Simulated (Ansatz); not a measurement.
Computed with DFT PBE, scalar-relativistic, plane waves, PAW in Ansatz 0.2.0. All cells share a 420 eV cutoff and Γ-centred k meshes spaced at most about 0.3 Å⁻¹ (about 0.25 or finer for metals, 2π included). No spin polarisation in the final relaxations.

All energies are static (0 K, no zero-point motion).

Compare these two cells of Si4Sn, each relaxed at this level.

A.

Space group R-3m:H (No. 166). a = 3.765 Å, b = 3.765 Å, c = 23.328 Å, α = 90.00°, β = 90.00°, γ = 120.00°
```json
{"atom": "Si", "site": "6c", "symmetry": "3m", "x": "0.6667", "y": "0.3333", "z": "0.7506"}
{"atom": "Si", "site": "6c", "symmetry": "3m", "x": "0.0000", "y": "0.0000", "z": "0.7961"}
{"atom": "Sn", "site": "3a", "symmetry": "-3m", "x": "0.0000", "y": "0.0000", "z": "0.0000"}
```

B.

Space group Im-3m (No. 229). a = 6.154 Å, b = 6.154 Å, c = 6.154 Å, α = 90.00°, β = 90.00°, γ = 90.00°
```tsv
atom	site	symmetry	x	y	z
Si	8c	.-3m	0.2500	0.2500	0.2500
Sn	2a	m-3m	0.0000	0.0000	0.0000
```

Question: Which is lower in energy, and by how much?

Answer: A is lower, by 0.78 eV/atom. A has space group R-3m (No. 166), 19.1 Å³/atom and no gap on its mesh; B has space group Im-3m (No. 229), 23.3 Å³/atom and no gap. Counting Si atoms around Sn (those within 1.25 times the shortest such distance or 1.15 times the sum of covalent radii), A has Sn 6 and B has Sn 8. The denser one is the lower, and pressure would at first widen the difference. Even the lower one lies +0.32 eV/atom against the reference forms of the elements (uncorrected), so neither is stable at this level. In A, Si on its first site is surrounded by 3 Si at 2.42 Å and 3 Sn at 2.93 Å; Si on its second site is surrounded by 3 Si at 2.42 Å and 3 Si at 2.78 Å; Sn has 6 Si at 2.93 Å. In B, Si has 2 Sn at 2.66 Å and 6 Si at 3.08 Å; Sn is surrounded by 8 Si at 2.66 Å. Both come from invented guesses. A third cell relaxed alike, in R-3m, lies 121 meV/atom below the lower of the two; the R-3m cell fell into it when its atoms were moved at random.

Cells relaxed within their symmetry can be saddle points.

The 0.78 eV/atom preference for A probably reflects how much covalent Si–Si bonding survives. In A each Si keeps three Si neighbours at 2.42 Å, only slightly longer than the bond in elemental silicon, while the Si–Sn contacts at 2.93 Å are stretched and weak. B has reasonable Si–Sn distances of 2.66 Å, but each Si sits midway between two Sn atoms in a straight line, and its Si neighbours at 3.08 Å are too distant for normal bonds. That geometry suits sp³ bonding poorly.

Density is unlikely to be the cause in itself, since both elements favour open tetrahedral networks at low pressure. Neither cell offers such a network, which fits the absence of a gap and the energy above the elements. The latter also agrees with the poor mutual solubility of silicon and tin, where size mismatch outweighs the little gained from bonding between isovalent atoms. A's descent into the third cell shows that its advantage over B does not make it the preferred arrangement at this composition.
